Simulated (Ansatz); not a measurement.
# A series in volume scale on TaN

Results calculated with Ansatz 0.2.0, not measured. Free energy against uniform scaling of the volume at fixed shape and fractions; periodic cell, basis, potentials, k mesh and filling as listed.

The cell before it is scaled or strained (space group P-6m2, No. 187):
```
CELL_PARAMETERS angstrom
2.93800 0.00000 0.00000
-1.46900 2.54440 0.00000
0.00000 0.00000 2.88300
ATOMIC_POSITIONS crystal
Ta 0.33333 0.66667 0.50000
N 0.00000 0.00000 0.00000
```

Settings of every row: functional PBEsol; dispersion none; potentials PAW; wave cutoff 450 eV; density cutoff 1800 eV; k mesh 11x11x10; k shift 0x0x0; occupations fermi dirac; smearing width 0.1 eV; spin none.

Limits: coarse k mesh, up to 40 meV an atom off; no spin-orbit coupling, which can matter with elements this heavy.

```csv
row,volume scale,V (Å³/atom),energy above lowest point (meV/atom)
1,0.9,9.698,?
2,0.925,9.968,50.6
3,0.95,10.237,15.8
4,0.975,10.506,0
5,1,10.776,0.6
6,1.025,11.045,15.7
7,1.05,11.315,43.3
8,1.075,11.584,81.9
9,1.1,11.853,130.1
```

Question: what energy above lowest point should row 1 give?

Worked fit of energy above lowest point. Take u = (V_r/V)^(2/3) − 1 with V_r = 10.91 Å³ an atom, which is twice the finite (Eulerian) strain; such expansions in the strain, on which the Birch-Murnaghan equation of state is built, carry the rest volume and the bulk modulus. The shown rows have u = 0.06205, 0.04336, 0.02547, 0.00827, -0.00817, -0.02401, -0.03918, -0.05377. Least squares give energy above lowest point = 6.42 − 917 × u + 25965 × u² + 4593 × u³ meV/atom; a parabola predicts inner rows, each left out in turn, worse (root mean square 0.23 against 0.06 meV/atom). The rows lie off it by 0.0, 0.0, 0.0, 0.0, 0.1, 0.0, 0.0, 0.0. Its lowest point lies at u = 0.0176, or V = 10.63 Å³ an atom, and the curvature there gives the bulk modulus at fixed shape and fractions, B = (4/9)(1 + u)² E″(u)/V = 364 GPa. Letting shape and atoms relax would as a rule lower it, by much in layered, chain or molecular crystals. The withheld row has u = 0.08167, so the fit gives 6.42 − 917 × (0.08167) + 25965 × (0.08167)² + 4593 × (0.08167)³ = 107.2 meV/atom.

The calculation gave 106.9 meV/atom. The fit lies 0.3 meV/atom (0.23 % of the column's range) above it; its largest miss of a shown row is 0.1 meV/atom. This row lies beyond the range of the fit.
